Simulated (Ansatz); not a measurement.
# Ligand exchange: C2H9ClSi2 + CH4O → C2H10OSi2 + CH3Cl

Species: C2H9ClSi2 `[SiH3]CC[SiH2]Cl`, singlet; CH4O `CO`, singlet; C2H10OSi2 `O[SiH2]CC[SiH3]`, singlet; CH3Cl (chloromethane) `CCl`, singlet. The partners trade Cl for OH: Si–Cl and C–OH bonds give way to Si–OH and C–Cl.

Shapes, held fixed at every level: PBE0-D4/def2-TZVP. Flexible molecules stand in one conformer, not always the lowest. Programs: Ansatz 0.2.0. Electronic energies: no zero-point or thermal term.

```csv
level,kind,ΔE (kJ/mol),less CCSD(T)/CBS estimate
HF/def2-TZVPP,Hartree–Fock,-20.0,+2.6
B3LYP-D4/def2-TZVPP,global hybrid,-21.7,+0.9
PBE0-D4/def2-TZVPP,global hybrid,-16.5,+6.1
wB97M-V/def2-TZVPP,range-separated hybrid,-20.8,+1.8
wB97X-V/def2-TZVPP,range-separated hybrid,-19.3,+3.3
B2PLYP/def2-TZVPP,double hybrid,-24.3,-1.7
CCSD/def2-TZVPP,coupled cluster or CI,-22.2,+0.4
CCSD(T)/CBS estimate,coupled cluster or CI,-22.6,0.0
```

The highest level, CCSD(T)/CBS estimate, gives ΔE = -22.6 kJ/mol; the levels span -24.3 to -16.5. The column of differences is taken from that level and isn't an error. No measured value is set beside it here. The CBS estimate extrapolates MP2 from def2-TZVPP and def2-QZVPP and adds CCSD(T) − MP2 in the triple-zeta set, cores frozen.

Every level makes the exchange exothermic, so the preference for chlorine on carbon and hydroxyl on silicon doesn't depend on the method. The driving force is the strength of the Si–O bond. Silicon is more electropositive than carbon, which gives its bond to oxygen a large ionic contribution, and donation from the oxygen lone pairs into σ* orbitals on silicon probably adds to it. The gain stays modest because Si–Cl is itself a strong, polar bond, and its loss offsets much of what Si–O brings.

Hartree–Fock already gives -20.0 kJ/mol, against -22.6 at the highest level. This suggests that correlation contributions largely cancel between two closed-shell pairs with the same number of bonds and lone pairs. PBE0-D4 finds the weakest preference, but even its deviation leaves the direction intact.

The energy doesn't make this the expected course of methanolysis: chlorosilanes normally react with methanol by substitution at silicon, keeping the C–O bond and giving a methoxysilane and HCl, a competing channel not computed here.
